\section*{Fast-jump averaging of deuteron quadrupole tensors: a seminar}

A deuteron in a C--D bond reports the direction of that bond relative to the magnetic field. When the bond jumps quickly among a few directions, the spectrum is again a static powder pattern, but of a new tensor. I derive that tensor for jumps about one fixed axis, show why three or more equivalent sites give an axial result and two sites do not, say how fast ``fast'' is, and put numbers on the ring flip in polycarbonate and polystyrene.

\section*{Premises}

(1) The deuteron has spin $I=1$, quadrupole moment $Q$ and Larmor frequency $\nu_0=\omega_0/2\pi$. Its quadrupole energy is small against the Zeeman energy, and other couplings are neglected. (2) In each site the electric field gradient $\mathbf V$ is a symmetric traceless tensor fixed to the bond. At first it is axial about the bond unit vector $\mathbf u$, with component $V_{33}$ along it. (3) The sites are related by rotations about an axis $Z$ that stays fixed in the sample, and $\mathbf u$ makes the angle $b$ with $Z$. (4) Jumps are instantaneous and form a stationary Markov process with populations $p_j$ and detailed balance.

For any traceless tensor I order the principal values as $|V_{33}|\ge|V_{22}|\ge|V_{11}|$ and define $\eta=(V_{11}-V_{22})/V_{33}$, so $0\le\eta\le1$. $P_2(x)=(3x^2-1)/2$. Frequencies $\nu$ are in Hz, $\omega$ and rates in s$^{-1}$.

\section*{Step 1: the frequency is linear in the tensor}

The quadrupole Hamiltonian for spin 1, with dimensionless spin operators and laboratory axes $x,y,z$ ($z$ along the field), is
\begin{equation}
H_Q=\frac{eQ}{2}\sum_{\alpha\beta}V_{\alpha\beta}I_\alpha I_\beta .
\end{equation}
To first order only the part that commutes with $I_z$ shifts the Zeeman levels. The terms in $V_{xz},V_{yz}$ change $m$ by one, and those in $V_{xy}$ and $V_{xx}-V_{yy}$ change it by two. What remains is $V_{zz}I_z^2+\tfrac12(V_{xx}+V_{yy})(I_x^2+I_y^2)$. With $V_{xx}+V_{yy}=-V_{zz}$ and $I_x^2+I_y^2=2-I_z^2$ this gives
\begin{equation}
H_Q^{(1)}=\hbar\omega_Q\left(I_z^2-\tfrac23\right),\qquad \omega_Q=\frac{3eQV_{zz}}{4\hbar}.
\label{sec}
\end{equation}
The levels $m=\pm1$ move by $\hbar\omega_Q/3$ and $m=0$ by $-2\hbar\omega_Q/3$, so the two allowed lines lie at offsets $\pm\omega_Q$ from the Larmor frequency. Let $\mathbf n$ be the field direction, $\chi=eQV_{33}/h$ the static coupling constant and $\mathbf T=\mathbf V/V_{33}$. Since $V_{zz}=\mathbf n^{\sf T}\mathbf V\mathbf n$,
\begin{equation}
\omega_Q=2\pi\delta\;\mathbf n^{\sf T}\mathbf T\,\mathbf n,\qquad \delta=\tfrac34\chi,\qquad \mathbf T=\tfrac12\left(3\mathbf u\mathbf u^{\sf T}-\mathbf 1\right).
\label{lin}
\end{equation}
The last form is the only symmetric traceless tensor that is axial about $\mathbf u$ with eigenvalue 1 along it, and it gives $\omega_Q=2\pi\delta P_2(\mathbf n\cdot\mathbf u)$. Because the doublet is symmetric, the overall sign of $\mathbf T$ is not observed.

\section*{Step 2: fast jumps replace the frequency by its mean}

The operator in \eqref{sec} is the same in every site, and only the number $\omega_Q$ jumps. The two single-quantum coherences therefore evolve separately, one with $+\omega_Q$ and one with $-\omega_Q$. Take the first, and let $M_j$ be its amplitude in site $j$. Between jumps it precesses, and an instantaneous jump carries it over unchanged. This is the Bloch--McConnell equation
\begin{equation}
\dot{\mathbf M}=(\mathbf K+i\boldsymbol\Omega)\mathbf M,\qquad \boldsymbol\Omega=\mathrm{diag}(\omega_j),\qquad M_j(0)=p_j ,
\end{equation}
with the signal $s(t)=\sum_jM_j$. Detailed balance, $K_{ij}p_j=K_{ji}p_i$, makes $\tilde K_{ij}=p_i^{-1/2}K_{ij}p_j^{1/2}$ symmetric, and this similarity transformation leaves the diagonal $\boldsymbol\Omega$ alone. If all sites are connected, $\tilde{\mathbf K}$ has one zero eigenvalue, with the normalised vector $|0\rangle=(p_j^{1/2})$, and negative eigenvalues $-\kappa_l$ with vectors $|l\rangle$. In these terms $s(t)=\langle0|\exp[(\tilde{\mathbf K}+i\boldsymbol\Omega)t]|0\rangle$. When every $\kappa_l$ is large against the spread of the $\omega_j$, we treat $i\boldsymbol\Omega$ as the perturbation of the zero eigenvalue:
\begin{equation}
\lambda=i\bar\omega-R+\dots,\qquad \bar\omega=\sum_jp_j\omega_j,\qquad R=\sum_{l}\frac{|\langle l|\boldsymbol\Omega|0\rangle|^2}{\kappa_l}.
\label{pert}
\end{equation}
The second-order term is negative because $i^2=-1$ and the denominators $0-(-\kappa_l)$ are positive. The other modes die at the rates $\kappa_l$ and carry weights of second order. One Lorentzian survives, at $\bar\omega$, with full width $R/\pi$ in Hz. By the linearity of \eqref{lin},
\begin{equation}
\bar\omega=2\pi\delta\;\mathbf n^{\sf T}\bar{\mathbf T}\,\mathbf n,\qquad \bar{\mathbf T}=\sum_jp_j\mathbf T_j .
\label{avg}
\end{equation}
The same $\bar{\mathbf T}$ serves for every field direction, it is symmetric and traceless, and it has its own principal axes.

\textit{Question: why not average the angle, or the principal values?}

Because the spin accumulates the phase $\int\omega_Q\,dt$, and over many jumps that integral is the time times the weighted mean of $\omega_Q$. The frequency is linear in the tensor elements taken in one common frame. It is not linear in angles, and the principal values of different sites belong to different axes.

\section*{Step 3: jumps about one axis}

Write $\mathbf u=(\sin b\cos\phi,\ \sin b\sin\phi,\ \cos b)$ in a frame $X,Y,Z$ fixed in the sample. Inserting this in \eqref{lin} and using the double-angle formulas, the five independent elements group as
\begin{align}
T_{ZZ}&=P_2(\cos b),\nonumber\\
T_{XZ}+iT_{YZ}&=\tfrac34\sin2b\;e^{i\phi},\label{elem}\\
\tfrac12(T_{XX}-T_{YY})+iT_{XY}&=\tfrac34\sin^2b\;e^{2i\phi},\nonumber
\end{align}
and tracelessness fixes $T_{XX}+T_{YY}=-P_2(\cos b)$. The motion enters $\bar{\mathbf T}$ only through two numbers, $c_m=\sum_jp_je^{im\phi_j}$ with $m=1,2$.

For $n$ equivalent sites, $p_j=1/n$ and $\phi_j=\phi_0+2\pi j/n$. With $w=e^{2\pi im/n}$ the sum is geometric:
\begin{equation}
c_m=\frac{e^{im\phi_0}}{n}\sum_{j=0}^{n-1}w^{\,j}=\begin{cases}e^{im\phi_0},& w=1,\\[2pt] \dfrac{e^{im\phi_0}}{n}\dfrac{w^n-1}{w-1}=0,& w\ne1,\end{cases}
\end{equation}
since $w^n=1$ always, and $w=1$ only when $n$ divides $m$.

\textbf{Three or more sites.} No $n\ge3$ divides 1 or 2, so $c_1=c_2=0$ and
\begin{equation}
\bar{\mathbf T}=P_2(\cos b)\;\mathrm{diag}\left(-\tfrac12,-\tfrac12,1\right),\qquad \bar\eta=0 .
\label{nfold}
\end{equation}
The tensor is axial about $Z$ and scaled by $P_2(\cos b)$. It vanishes at $\cos^2b=1/3$, that is $b=54.7^\circ$.

\textbf{Two sites.} Here $n=2$ divides $m=2$ but not $m=1$. Choose $X$ in the plane of the two bond directions, so $\phi_0=0$, $c_1=0$, $c_2=1$. All off-diagonal elements vanish. Using $-\tfrac12P_2(\cos b)=\tfrac34\sin^2b-\tfrac12$,
\begin{equation}
\bar T_{XX}=\tfrac32\sin^2b-\tfrac12=P_2(\sin b),\qquad \bar T_{YY}=-\tfrac12,\qquad \bar T_{ZZ}=P_2(\cos b).
\label{flip}
\end{equation}
The value $-1/2$ has a plain meaning: $Y$ is perpendicular to the bond in both sites, so a field along $Y$ sees no change.

\textit{Question: can the fast-limit spectrum tell three sites from six, or from free rotation?}

No. Uniform continuous rotation also has $c_1=c_2=0$. A second-rank tensor has only $|m|\le2$, and any axis of order three or more removes all $m\neq0$. The number of sites shows only in $R$, in spin-lattice relaxation and in slower regimes.

\section*{Step 4: the asymmetry after a twofold flip}

The set \eqref{flip} is unchanged by $b\to90^\circ-b$, which swaps $X$ and $Z$, and by $b\to180^\circ-b$. It is enough to take $45^\circ\le b\le90^\circ$, where $\bar T_{XX}\ge\bar T_{ZZ}$ and $\bar T_{XX}+\bar T_{ZZ}=1/2$.

If $\cos^2b\le1/3$, then $-1/2\le\bar T_{ZZ}\le0$ and $\bar T_{XX}\ge1/2$. The largest magnitude is along $X$, the next along $Y$, and $\bar\eta=(\bar T_{ZZ}-\bar T_{YY})/\bar T_{XX}$. If $1/3\le\cos^2b\le1/2$, both in-plane values lie between 0 and $1/2$, the largest magnitude is along $Y$, and $\bar\eta=(\bar T_{ZZ}-\bar T_{XX})/\bar T_{YY}$. Thus
\begin{equation}
\bar\eta=\begin{cases}-3\cos2b, & 45^\circ\le b\le54.7^\circ,\\[3pt] \dfrac{3\cos^2b}{3\sin^2b-1}, & 54.7^\circ\le b\le90^\circ.\end{cases}
\end{equation}
At $b=60^\circ$ the values are $(5/8,-1/2,-1/8)$ along $(X,Y,Z)$, and $\bar\eta=(3/8)/(5/8)=0.6$. At $b=54.7^\circ$ they are $(1/2,-1/2,0)$ and $\bar\eta=1$, and the mirror angle $35.3^\circ$ gives $\bar\eta=1$ too. At $45^\circ$ they are $(1/4,-1/2,1/4)$: the tensor is axial, but about $Y$. At $90^\circ$ the flip sends $\mathbf u$ to $-\mathbf u$ and changes nothing.

\section*{Step 5: what the powder shows}

In a glass $\mathbf n$ covers the sphere uniformly, and the intensity at a frequency is the area density of directions that have it. The quadratic form $\mathbf n^{\sf T}\bar{\mathbf T}\mathbf n$ is stationary only along principal axes. Near its maximum or minimum the frequency departs by $\varepsilon=\pm(a_1x^2+a_2y^2)$ in local coordinates. The enclosed ellipse has area $\pi|\varepsilon|/\sqrt{a_1a_2}$, linear in $|\varepsilon|$, so the intensity begins with a finite step. Along the axis of the intermediate value the form is a saddle, $\varepsilon=a_1x^2-a_2y^2$. For $\varepsilon>0$ the density is proportional to $\int dy/\sqrt{\varepsilon+a_2y^2}$, which grows as $\ln(1/\varepsilon)$, and the other side is alike. For an axial tensor two values coincide, a whole circle is stationary, and the peak is an inverse square root, as in the Pake pattern. Each principal value $t$ appears at $\pm\delta t$, so its pair of features is $2\delta|t|$ apart. The static axial pattern has peaks $\delta$ apart and edges $2\delta$ apart. After a flip at $60^\circ$ the intermediate value is $-1/8$: the peaks are $\delta/4$ apart, with shoulders $\delta$ apart and edges $5\delta/4$ apart.

\section*{Step 6: how fast is fast}

For the symmetric flip let $k$ be the rate of leaving either site and $\omega_{1,2}=\bar\omega\pm\Delta$. Then $\mathbf K+i\boldsymbol\Omega=(i\bar\omega-k)\mathbf 1+\mathbf B$, with diagonal elements $\pm i\Delta$ and off-diagonal elements $k$ in $\mathbf B$. Squaring gives $\mathbf B^2=q^2\mathbf 1$ with $q^2=k^2-\Delta^2$, hence $e^{\mathbf Bt}=\cosh qt+(\mathbf B/q)\sinh qt$ and
\begin{equation}
s(t)=e^{(i\bar\omega-k)t}\left[\cosh qt+\frac kq\sinh qt\right].
\end{equation}
For $k>|\Delta|$ the slow mode sits exactly at $\bar\omega$ and decays at
\begin{equation}
k-q=\frac{\Delta^2}{2k}\left(1+\frac{\Delta^2}{4k^2}+\dots\right),
\end{equation}
which agrees with \eqref{pert} for $\kappa=2k$. The two sites differ only in the sign of $T_{XZ}$, so for a field with polar angles $\theta,\varphi$ in the $XYZ$ frame
\begin{equation}
\Delta=2\pi\delta\cdot2n_Xn_Z\cdot\tfrac34\sin2b=2\pi\delta\cdot\tfrac34\sin2b\,\sin2\theta\cos\varphi .
\label{delta}
\end{equation}
It vanishes along $X$, $Y$ and $Z$, exactly where the peaks, shoulders and edges arise, and is largest, $\Delta_{\max}=\tfrac32\pi\delta|\sin2b|$, along the bisectors of $X$ and $Z$. The fast limit for the whole pattern requires $k\gg\Delta_{\max}$.

\textit{Question: these spectra are taken with a quadrupolar echo. Does that matter?}

It tightens the condition. On resonance, \eqref{sec} turns $I_x$ into $I_x\cos\omega_Qt+A\sin\omega_Qt$ with $A=I_yI_z+I_zI_y$. An ideal $90^\circ$ pulse about $x$ at time $\tau$ keeps $I_x$ and exchanges $I_y$ and $I_z$ with one sign change, so $A\to-A$. The accumulated phase is reversed, which is equivalent to evolving with $\boldsymbol\Omega$ for $\tau$ and with $-\boldsymbol\Omega$ for another $\tau$. The factors in $\bar\omega$ cancel, and multiplying $e^{\mathbf B^*\tau}$ by $e^{\mathbf B\tau}$ gives the echo height
\begin{equation}
E=e^{-2k\tau}\left[\left(\cosh q\tau+\frac kq\sinh q\tau\right)^2+\frac{\Delta^2}{q^2}\sinh^2q\tau\right]\;\to\;\frac{k(k+q)}{2q^2}\,e^{-2(k-q)\tau}
\end{equation}
for $q\tau\gg1$. For $k\gg|\Delta|$ this is $e^{-2R\tau}=e^{-\Delta^2\tau/k}$. An undistorted pattern needs $k\gg\Delta_{\max}^2\tau$, and that is the stricter demand whenever $\Delta_{\max}\tau>1$. Below it, intensity is lost between the singular points while their positions stay.

\section*{Relaxing the idealisations}

\textit{Question: what if the two sites are not equally populated?}

Then $c_1=p_1-p_2\equiv P$, and \eqref{elem} gives $\bar T_{XZ}=\tfrac34P\sin2b$. The $XZ$ block has mean diagonal $1/4$ and half-difference $\tfrac34\cos2b$, so its eigenvalues are
\begin{equation}
t_\pm=\tfrac14\pm\tfrac34\sqrt{\cos^22b+P^2\sin^22b},
\end{equation}
and $-1/2$ stays. $P=1$ returns the static values $1$ and $-1/2$. A ring that is symmetric about its 1,4 axis looks the same to its surroundings after a half turn, so $P=0$ for a pure flip whatever the packing.

\textit{Question: rings in a glass also wobble. Can you include that?}

For fast libration about the same axis, yes. Let $\phi$ be distributed symmetrically about 0 and about $\pi$ with equal weights. Then $c_1=0$, $c_2=\langle\cos2\phi\rangle$ is real, and
\begin{equation}
\bar T_{XX},\bar T_{YY}=-\tfrac12P_2(\cos b)\pm\tfrac34c_2\sin^2b,\qquad \bar T_{ZZ}=P_2(\cos b).
\label{lib}
\end{equation}
This interpolates between \eqref{flip} at $c_2=1$ and \eqref{nfold} at $c_2=0$. A narrow Gaussian of root-mean-square width $\sigma$ (in rad) has $c_2=e^{-2\sigma^2}$. The $Z$ value is immune to any motion about $Z$.

\textit{Question: an aromatic C--D tensor is not quite axial.}

For a bond in the ring plane, symmetry puts one principal axis along the ring normal $Y$, and I take another along the bond. Let the static values be $1$ along the bond, $-(1-\epsilon)/2$ in the plane across the bond, and $-(1+\epsilon)/2$ along $Y$, so that the static asymmetry is $|\epsilon|$ and the sign says which direction is larger. The flip again cancels $T_{XZ}$. The in-plane cross direction makes the angle $90^\circ-b$ with $Z$, so $\bar T_{ZZ}=\cos^2b-\tfrac12(1-\epsilon)\sin^2b$, and likewise for $X$:
\begin{equation}
\bar T_{XX}=P_2(\sin b)+\tfrac\epsilon2\cos^2b,\quad \bar T_{YY}=-\tfrac{1+\epsilon}2,\quad \bar T_{ZZ}=P_2(\cos b)+\tfrac\epsilon2\sin^2b .
\label{eps}
\end{equation}
For $n\ge3$ the average remains axial, because a rotation about $Z$ multiplies the second and third combinations in \eqref{elem} by $e^{i\phi}$ and $e^{2i\phi}$ for any tensor. Only the scale factor changes, to the static $T_{ZZ}$.

\section*{Range of validity}

The rate must satisfy $k\gg\Delta_{\max}$, and $k\gg\Delta_{\max}^2\tau$ in an echo. The axis $Z$ must stay fixed over times much longer than $1/\delta$, which holds in the glass and fails when segments reorient above the glass transition. Sites must be equivalent, or the actual $c_1,c_2$ must be used. The time spent in transit must be short against the dwell time, or intermediate angles enter $\bar{\mathbf T}$. The motion must be classical, which excludes methyl tunnelling at cryogenic temperatures. The field must be high, $\delta\ll\nu_0$, with second-order shifts of order $\delta^2/\nu_0$. Finally, $R$ is only the secular part of the width. The terms dropped in Step 1 also fluctuate, with correlation time $\tau_c=1/2k$, and add relaxation rates of order $(2\pi\delta)^2\tau_c$ multiplied by $1/(1+m^2\omega_0^2\tau_c^2)$, $m=1,2$. They are negligible for $\omega_0\tau_c\gg1$ and rival $R$ for faster flips, when all these widths are small against $\delta$.

\section*{Numerical illustration}

Take the ring-deuterated phenylene group of bisphenol-A polycarbonate, flipping about its 1,4 axis. The inputs are typical or assumed: $\chi\approx180$ kHz, a regular hexagon with radial C--D bonds ($b=60^\circ$ or $120^\circ$, which are equivalent, for all four deuterons), a field of 9.4 T with $\gamma_D/2\pi\approx6.536$ MHz/T, and $\tau=30$ $\mu$s. Then $\delta=135$ kHz and $\nu_0=61.4$ MHz. For the variants I take $\epsilon=\pm0.05$, a typical magnitude with the sign left open, and an assumed $\sigma=15^\circ$, for which $c_2=0.872$. The separations $2\delta|t|$ of the model, in kHz, are:

\begin{center}
\begin{tabular}{lcccc}
case & peaks & shoulders & edges & $\bar\eta$\\ \hline
static, axial & 135 & -- & 270 & 0\\
rotation, $n\ge3$ & 17 & -- & 34 & 0\\
flip, \eqref{flip} & 34 & 135 & 169 & 0.60\\
flip, $\epsilon=+0.05$, \eqref{eps} & 29 & 142 & 170 & 0.66\\
flip, $\epsilon=-0.05$, \eqref{eps} & 39 & 128 & 167 & 0.54\\
flip with libration, \eqref{lib} & 34 & 116 & 149 & 0.55
\end{tabular}
\end{center}

Flip and rotation cannot be confused, since the total widths differ by a factor of five. The inner pair is delicate, because $-1/8$ is a small difference. The term $3\epsilon/8$ changes it by 15 per cent. Since $dP_2(\cos b)/db=-\tfrac32\sin2b$, one degree in $b$ moves it by 6.1 kHz, or 18 per cent. A value of $\bar\eta$ near 0.55 does not by itself separate libration from static asymmetry, but the edge separation does.

The neglected terms are smaller. The ratio $\delta/\nu_0$ is $2.2\times10^{-3}$ and $\delta^2/\nu_0=0.30$ kHz. The dipolar coupling constant $\mu_0\gamma_H\gamma_D\hbar/(8\pi^2r^3)$ to a proton at an assumed $r=0.25$ nm, with $\gamma_H/2\pi\approx42.577$ MHz/T, is 1.2 kHz. These round off the singularities at the level of the last figure in the table.

For the rates, \eqref{delta} gives $\Delta_{\max}=5.51\times10^5$ s$^{-1}$. A transit time of about 1 ps costs a phase of only $5.5\times10^{-7}$ rad. At $k=10^7$ s$^{-1}$ the expansion is accurate, $\Delta_{\max}^2/4k^2=7.6\times10^{-4}$, yet the worst orientation has $R=1.52\times10^4$ s$^{-1}$, a width of 4.8 kHz and an echo height of 0.40. At $k=10^8$ s$^{-1}$ the secular width is 0.48 kHz and the echo height from it 0.91. There $\omega_0\tau_c=1.9$, and the two factors are $f_1=0.21$ and $f_2=0.06$. A matrix element $\hbar v$ that changes sign at each flip drives transitions at the rate $2|v|^2\tau_cf_m$, and a resolved line gains half the summed rates out of its two levels. The fluctuating part of the tensor is pure $T_{XZ}$, so the bisector is one of its principal axes. For a field along it the fluctuating Hamiltonian is $\pm\tfrac23\hbar\Delta_{\max}(I_z^2-I_x^2)$, the $m=1$ terms vanish, and the $m=2$ element has $|v|=\Delta_{\max}/3$. With $R_{\max}=\Delta_{\max}^2\tau_c$ it adds $f_2R_{\max}/9$, only 0.7 per cent of the 0.48 kHz. For a field along $X$ or $Z$ the fluctuating Hamiltonian is $\pm\tfrac23\hbar\Delta_{\max}(I_xI_z+I_zI_x)$, with $|v|^2=\tfrac29\Delta_{\max}^2$ between neighbouring levels. The secular width is zero there, and the non-secular rate $\tfrac23f_1R_{\max}=0.14R_{\max}$ gives a width of 0.07 kHz.

\textit{Question: and polystyrene?}

In ring-perdeuterated polystyrene the flip axis is the bond to the backbone. Four deuterons follow the table. The para deuteron has $b=0$, so it keeps the static pattern with one fifth of the intensity. In either polymer glass the rates are typically spread over decades. If each ring keeps its rate during the signal, the spectrum is a weighted sum: static patterns from slow rings, averaged patterns from fast rings, and little echo from those with $k$ near $|\Delta|$. The single-rate model therefore gives the positions of the fast component, not its share of the intensity.

\textit{Question: is there a threefold case outside polymers?}

Methyl groups on silicon in the organosilicate low-permittivity dielectrics between chip wiring are one. For Si--CD$_3$ with tetrahedral angles, $\cos b=1/3$ and $b=70.5^\circ$, so \eqref{nfold} gives the factor $-1/3$. With an approximate aliphatic $\chi\approx168$ kHz, $\delta=126$ kHz, and the model gives an axial pattern with peaks 42 kHz and edges 84 kHz apart. One degree in $b$ shifts the peak separation by 2.1 kHz. A phenylene bridge between two silicon atoms in such a network is a twofold rotor like the polycarbonate ring, and for the same inputs the model gives it the same table.